Q: We use nickel monosilicide as the contact metal on transistors, and I have a band calculation of its Fermi surface with eight entries. If the names are taken off, can the entries still be told apart?

A: Most of the way. A band that crosses the Fermi level is filled in one part of the Brillouin zone and empty in the rest, and the border between the two is its sheet of the Fermi surface. Each entry below is one such sheet. Candidates 1 to 4 are bands 43 to 46 of spin up, in that order, and candidates 5 to 8 are the same bands of spin down.

Fermi-surface sheets of NiSi (Pnma, 8 atoms per cell, geometry not relaxed), calculated with Ansatz 0.2.0: spin-collinear, scalar-relativistic DFT with PBEsol, plane waves and PAW, cutoff 420 eV, Gaussian smearing 0.05 eV. The density was converged on an 8×12×8 k mesh and the sheets evaluated on a 16×24×14 mesh. Band bottoms and tops are relative to the Fermi level. Candidates: 3, 7, 8, 1, 2, 4, 6, 5.

```csv
row,sheet dos (states/eV/cell),sheet filled share,sheet mean speed (1e5 m/s),sheet bottom (eV),sheet top (eV)
A,0.306,0.822,7.053,-1.879,1.163
B,0.456,0.223,6.221,-0.777,2.523
C,0.136,0.042,5.101,-0.625,2.769
D,0.136,0.042,5.101,-0.625,2.769
E,0.150,0.913,7.733,-1.879,0.946
F,0.456,0.223,6.221,-0.777,2.523
G,0.306,0.822,7.053,-1.879,1.163
H,0.150,0.913,7.733,-1.879,0.946
```

Q: What do the columns mean?

A: The filled share is the part of the zone in which the band lies below the Fermi level. The sheet dos is the density of states that the sheet contributes at that level, and the mean speed is the average speed of the electrons there. Bottom and top are the limits of the whole band, measured from the Fermi level.

Q: I would sort by density of states. Is that the right start?

A: No, because no rule ties the density of states to the number of a band. The rule we do have comes from the way bands are numbered: at every point of the zone they are counted upwards in energy. Wherever a higher band is filled, the lower one must be filled too. So the filled share can't rise with the band number, and neither bottom nor top can fall.

The filled shares then give the order at once: E and H come first, A and G second, B and F third, C and D last. The tops rise in the same order. The bottoms alone would have left a doubt, since E, H, A and G all start at −1.879 eV.

Q: That gives me an order. How do you get from "first" to "band 43"?

A: By counting electrons. The calculation treats 88 electrons in the cell explicitly, which makes 44 for each spin, and a full band holds one electron of each spin. The four different filled shares add up to two full bands:

$$0.913 + 0.822 + 0.223 + 0.042 = 2.000$$

The other 42 electrons of each spin must fill 42 bands completely. The first sheet therefore belongs to band 43, and the other three follow.

Q: And the two members of a pair, such as E and H?

A: Nothing calculated tells them apart, because they agree in every value. The run was started with a magnetic moment, which vanished on the way to the solution, so the two spins ended up with the same bands. Only the spin setting separates the twins, and it is a name for the channel, not a finding. In a ferromagnet such as nickel metal the two spins would differ in filling, and the values themselves would split each pair.

Q: Then let me see the names.

A: H, G, B and D are rows 1, 2, 3 and 4. E, A, F and C are rows 5, 6, 7 and 8. The band assignments were sure; the choice within each pair rests on the spin setting alone.

The rows with their labels:

```csv
row,sheet dos (states/eV/cell),sheet spin,sheet filled share,sheet mean speed (1e5 m/s),sheet bottom (eV),sheet top (eV)
1,0.150,up,0.913,7.733,-1.879,0.946
2,0.306,up,0.822,7.053,-1.879,1.163
3,0.456,up,0.223,6.221,-0.777,2.523
4,0.136,up,0.042,5.101,-0.625,2.769
5,0.150,down,0.913,7.733,-1.879,0.946
6,0.306,down,0.822,7.053,-1.879,1.163
7,0.456,down,0.223,6.221,-0.777,2.523
8,0.136,down,0.042,5.101,-0.625,2.769
```

Q: Why was the density of states such a poor guide?

A: Because it mixes two properties of a sheet. Raise the energy by a small step, and the sheet moves into the empty part of the zone, by a distance that is short where the electrons are fast. The states gained fill the thin shell in between, so the density of states is proportional to the area of the sheet divided by the speed.

Row 4 shows what follows. Its electrons are the slowest, which by itself would give many states, yet it has the lowest density of states of the four bands. Its sheet is simply small, with 0.60 times the area of row 1. Row 3 is the opposite case: its large density of states comes mainly from an area 2.4 times that of row 1, and only to a lesser part from its lower speed.

The order isn't even fixed for one material. At 0.25 eV below the Fermi level, the same calculation puts band 44 ahead of band 45. The order by filled share can't change in this way.

Q: What I care about is current. Does the sheet with the most states carry the most?

A: Not necessarily, because speed enters twice. An electric field shifts all occupied states a little through the zone, by an amount that grows with the time $\tau$ between collisions. The energy of a state changes in proportion to its speed along the field, so of two sheets with the same density of states, the faster one has more states pushed across the Fermi level. Each of these states then carries a current that is again proportional to its speed. For equal $\tau$ on all sheets, and averaged over the directions of the field, the contribution of one sheet is

$$w \propto g\,v^2,$$

where $g$ is its density of states and $v$ its speed.

Compare row 4 with row 1, which have nearly the same density of states:

$$\frac{w_4}{w_1} = \frac{0.136}{0.150}\left(\frac{5.101}{7.733}\right)^2 \approx 0.39$$

The slower sheet carries well under half as much current, although it offers nine tenths as many states.

Q: Which bands matter, then?

A: The middle two, bands 44 and 45, which together carry nearly three quarters of the current in this estimate. Band 45 has the larger sheet and band 44 the faster electrons, and the two come out close to each other. Band 46 adds only about 8%.

Q: How far do you trust such a formula?

A: For the large differences, yes, as long as $\tau$ is much the same on all sheets, which was not calculated. For the small ones, no. The formula has no adjustable constant, and its sum over all sheets can be held against the Drude tensor, which the same calculation gives separately and which measures how readily the electrons respond to a field along each axis. The formula gives 73.5 eV² for the sum over the three axes, against 68.5 eV² from the tensor, so it is 7% too high.

That sign is odd. I squared the mean speed, and the square of a mean never exceeds the mean of the squares, so the estimate ought to be too low. The cause of the mismatch isn't identified. I therefore wouldn't rank band 45 firmly above band 44. The printed output after this text has the share of each sheet.

Q: People speak of holes and electrons in this silicide. Which of them wins?

A: Neither has a clear lead. Bands 43 and 44 are mostly full, and their empty parts count as holes. Bands 45 and 46 are mostly empty, and their filled parts count as electrons. Since the four shares add up to exactly two full bands, whatever is lacking in the lower pair must sit in the upper pair: 0.53 holes and 0.53 electrons per cell.

The hole sheets supply less than half of the density of states, but they are faster, and this lifts them to about half of the current in the same estimate.

Q: Does that touch anything I measure?

A: It touches the Hall effect. Holes and electrons push the Hall voltage in opposite directions, so a small voltage can mean that the two nearly cancel, not that the film is full of carriers. A carrier density worked out as if there were only one kind can be badly wrong for this metal.

Q: Would copper, which we use for the wiring, behave in the same way?

A: No, and the electron count tells you part of the reason beforehand. Copper has one atom in its primitive cell and an odd number of electrons, so each spin has half an electron left over after the full bands, and holes and electrons can't balance. The count alone doesn't say how many bands cross the Fermi level. In copper it is a single band, half filled, and its sheet is close to a sphere, so the usual Hall count at least gives the right order of magnitude, one electron per atom. With an even number of electrons and equal spins, as in the silicide, any holes must be matched by electrons.

Q: Does it matter how the grains of my contact film are oriented?

A: It may. The Drude tensor is 1.8 times as large along the $a$ axis as along $c$. If the time between collisions were the same in both directions, the resistivity along $c$ would be higher by that factor, and the texture of the film would show up in its resistance. The mean speeds in the table hide this, because they average over all directions.

Two things stand between this number and your film. Collisions with grain boundaries, interfaces and lattice vibrations were not calculated, and they may depend on direction as well. The crystal was also held at a volume somewhat larger than the one this density functional prefers, and what that does to the speeds was not tested.

Output of the analysis:

```
Sum of filled shares for one spin (bands): 2
Full bands below the first sheet per spin: 42
Holes per cell in both spins: 0.53
Electrons per cell in the upper two bands and both spins: 0.53
Top of row 2 less top of row 1 (eV): 0.217
Bottom of row 2 less bottom of row 1 (eV): 0
Sum of sheet densities of states (states/eV/cell): 2.096
Area of row 3 over row 1: 2.438
Speed of row 3 over row 1: 0.8045
Density of states of row 3 over row 1: 3.04
Area of row 4 over row 1: 0.5955
Speed of row 4 over row 1: 0.6596
Density of states of row 4 over row 1: 0.9067
Shares of a band with both spins taken together:
  row  DOS_percent  current_weight_percent
    1        14.31                   19.77
    2         29.2                   33.54
    3        43.51                   38.89
    4        12.98                   7.798
    5        14.31                   19.77
    6         29.2                   33.54
    7        43.51                   38.89
    8        12.98                   7.798
Hole sheets in the density of states (percent): 43.51
Hole sheets in the estimated current weight (percent): 53.31
Estimated trace of the Drude tensor (eV^2): 73.51
Computed trace of the Drude tensor (eV^2): 68.45
Estimate above computed trace (percent): 7.391
Drude weight along a over that along c: 1.791
Drude weight along b over that along c: 1.57
```
